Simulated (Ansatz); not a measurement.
## Ligand exchange: HBr + SiH2(NH2)(SiH3) → NH3 + SiH2(SiH3)Br

Species: HBr (hydrogen bromide), singlet; SiH2(NH2)(SiH3), singlet; NH3 (ammonia) `N`, singlet; SiH2(SiH3)Br, singlet. The partners trade Br for NH2: H–Br and Si–NH2 bonds give way to H–NH2 and Si–Br.

Shapes, held fixed at every level: PBE0-D4/def2-TZVP. Flexible molecules stand in one conformer, not always the lowest. Programs: Ansatz 0.2.0. Electronic energies: no zero-point or thermal term.

```tsv
level	kind	ΔE (kJ/mol)	less CCSD(T)/def2-TZVPP	CPU time (sum over the molecules)
SPW92/def2-TZVPP	LDA	-47.8	+3.7	10 s
B3LYP-D4/def2-TZVPP	global hybrid	-52.1	-0.6	38 s
PBE0-D4/def2-TZVPP	global hybrid	-57.7	-6.2	25 s
r2SCAN0-D4/def2-TZVPP	global hybrid	-56.7	-5.2	33 s
wB97M-V/def2-TZVPP	range-separated hybrid	-53.7	-2.2	69 s
B2PLYP/def2-TZVPP	double hybrid	-52.5	-1.0	42 s
MP2/def2-TZVPP	perturbation theory	-55.6	-4.1	–
CCSD(T)/def2-TZVPP	coupled cluster or CI	-51.5	0.0	3.4 min
```

The highest level, CCSD(T)/def2-TZVPP, gives ΔE = -51.5 kJ/mol; the levels span -57.7 to -47.8. The column of differences is taken from that level and isn't an error. No measured value is set beside it here. Relativity is left out for Br unless named. Correlated rows may include outer-core shells of Br, which these sets cover unevenly. Times are processor times on shared x86 and Arm servers, and rough.

Every level makes the exchange clearly exothermic, so the direction of the electronic driving force doesn't depend on the treatment of correlation. The main reason is the gain on hydrogen: the compact nitrogen valence orbitals overlap with H 1s much better than the diffuse Br 4p shell does, and N–H is accordingly a much stronger bond than H–Br. Silicon pulls the other way, since its polar bond to nitrogen, helped by some lone-pair donation into neighbouring σ* orbitals, is stronger than Si–Br, but this loss only partly offsets the gain. The result fits the familiar cleavage of aminosilanes by hydrogen halides.

Two single bonds are broken and two formed, with no change in spin, which probably lets much of the error cancel. That would explain why even the local density approximation lies nearer to coupled cluster than PBE0 does, and its closeness here is no sign of general accuracy for bond energies. With excess HBr, the ammonia would be captured as ammonium bromide, a further driving force outside the computed equation.
